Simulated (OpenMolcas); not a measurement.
## A ladder of methods for AlNH3OF (SMILES [NH2][Al]([OH])[F])

AlNH3OF has 7 atoms, charge 0, and is taken as a singlet. SMILES: `[NH2][Al]([OH])[F]`. The coordinates come from a PBE0-D4/def2-TZVP relaxation. This is one conformer, not always the lowest.

```xyz
7

N    -0.5698    0.9268   -0.5308
Al   -0.1333   -0.6300    0.1518
O     1.3684   -1.0042    0.8190
F    -1.2656   -1.8221    0.1465
H    -1.4732    1.1302   -0.9251
H     0.0296    1.7323   -0.5867
H     2.1052   -0.4010    0.8795
```

Each level gives the energy change with the Al2–F4 bond stretched from 1.644 to 2.137 Å (eV). The values are calculated.

```
                       level                   kind     program  value (eV)  less CCSD(T)/cc-pVDZ  CPU time (all runs)
   HF/cc-pVDZ (unrestricted)           Hartree–Fock  OpenMolcas        1.71                 +0.24                 15 s
  SVWN5/cc-pVDZ (restricted)                    LDA  OpenMolcas        1.52                 +0.05                 39 s
    PBE/cc-pVDZ (restricted)                    GGA  OpenMolcas        1.32                 -0.15                 57 s
  M06-L/cc-pVDZ (restricted)               meta-GGA  OpenMolcas        1.50                 +0.03                 72 s
 r2SCAN/cc-pVDZ (restricted)               meta-GGA  OpenMolcas        1.48                 +0.01                 73 s
  B3LYP/cc-pVDZ (restricted)          global hybrid  OpenMolcas        1.48                 +0.01                 57 s
 M06-2X/cc-pVDZ (restricted)        hybrid meta-GGA  OpenMolcas        1.62                 +0.15                 69 s
CCSD(T)/cc-pVDZ (restricted)  coupled cluster or CI  OpenMolcas        1.47                  0.00                 84 s
```

CCSD(T)/cc-pVDZ (restricted) is the highest level here, not the true value. The first shape isn't each level's own minimum. The values span 1.32 to 1.71 eV. Times are those of the runs behind each value, whatever else they computed, on shared processors of several kinds: orders of magnitude only.

Stretching the Al–F bond is costly at every level, as expected for a short, strongly polar bond. Fluorine holds most of the bonding density, so lengthening the bond works against the electrostatic attraction to an electron-poor aluminium. It also weakens the σ overlap and the modest donation from fluorine lone pairs into the formally empty Al 3p orbital.

Hartree–Fock gives the stiffest response and PBE the softest, with CCSD(T) between them; the Hartree–Fock excess probably reflects missing correlation, which usually stabilises a stretched bond more than a compact one. The functionals don't improve steadily with rung or with exact exchange: r2SCAN and B3LYP both give 1.48 eV, while M06-2X lies higher and SVWN5 is closer to CCSD(T) than PBE is. Exact exchange is therefore not a prerequisite for close agreement on this displacement.

The stretched geometry is still well short of separated fragments, so the ordering can't be carried over to Al–F dissociation energies.
